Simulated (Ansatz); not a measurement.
## Sc₃Hg: the change of energy above lowest point with volume scale

All results are calculated (Ansatz 0.2.0). Free energy against uniform scaling of the volume at fixed shape and fractions; periodic cell, basis, potentials, k mesh and filling as listed.

The cell before it is scaled or strained (space group Pm-3m, No. 221):
```
CELL_PARAMETERS angstrom
4.47950 0.00000 0.00000
0.00000 4.47950 0.00000
0.00000 0.00000 4.47950
ATOMIC_POSITIONS crystal
Sc 0.00000 0.50000 0.50000
Sc 0.50000 0.00000 0.50000
Sc 0.50000 0.50000 0.00000
Hg 0.00000 0.00000 0.00000
```

Settings of every row: functional r2SCAN; dispersion D4; potentials PAW; wave cutoff 600 eV; density cutoff 2400 eV; k mesh 5x5x5; k shift 0x0x0; occupations fermi dirac; smearing width 0.05 eV; spin none; SCF threshold exponent -8.

Limits: coarse k mesh, up to 40 meV an atom off; no spin-orbit coupling, which can matter with elements this heavy; the cell comes from a prototype or a list of computed structures and needn't be the stable phase.

```
row  volume scale  V (Å³/atom)  energy above lowest point (meV/atom)
  1        0.9406       21.137                                     6
  2        0.9703       21.804                                     0
  3             1       22.471                                   3.3
  4        1.0297       23.139                                     ?
  5        1.0594       23.806                                  32.5
```

Question: what energy above lowest point should row 4 give?

Worked fit of energy above lowest point. Take u = (V_r/V)^(2/3) − 1 with V_r = 22.137 Å³ an atom, which is twice the finite (Eulerian) strain; such expansions in the strain, on which the Birch-Murnaghan equation of state is built, carry the rest volume and the bulk modulus. The shown rows have u = 0.0313, 0.01016, -0.00993, -0.0473. Least squares give energy above lowest point = 0.58 − 164.7 × u + 10784 × u² meV/atom; a straight line predicts inner rows, each left out in turn, worse (root mean square 10 against 0.045 meV/atom). All shown rows lie on it to the printed digit. Its lowest point lies at u = 0.0076, or V = 21.89 Å³ an atom, and the curvature there gives the bulk modulus at fixed shape and fractions, B = (4/9)(1 + u)² E″(u)/V = 71.2 GPa. The withheld row has u = -0.02908, so the fit gives 0.58 − 164.7 × (-0.02908) + 10784 × (-0.02908)² = 14.5 meV/atom.

The calculation gave 14.5 meV/atom. The fit meets it to the printed digit.
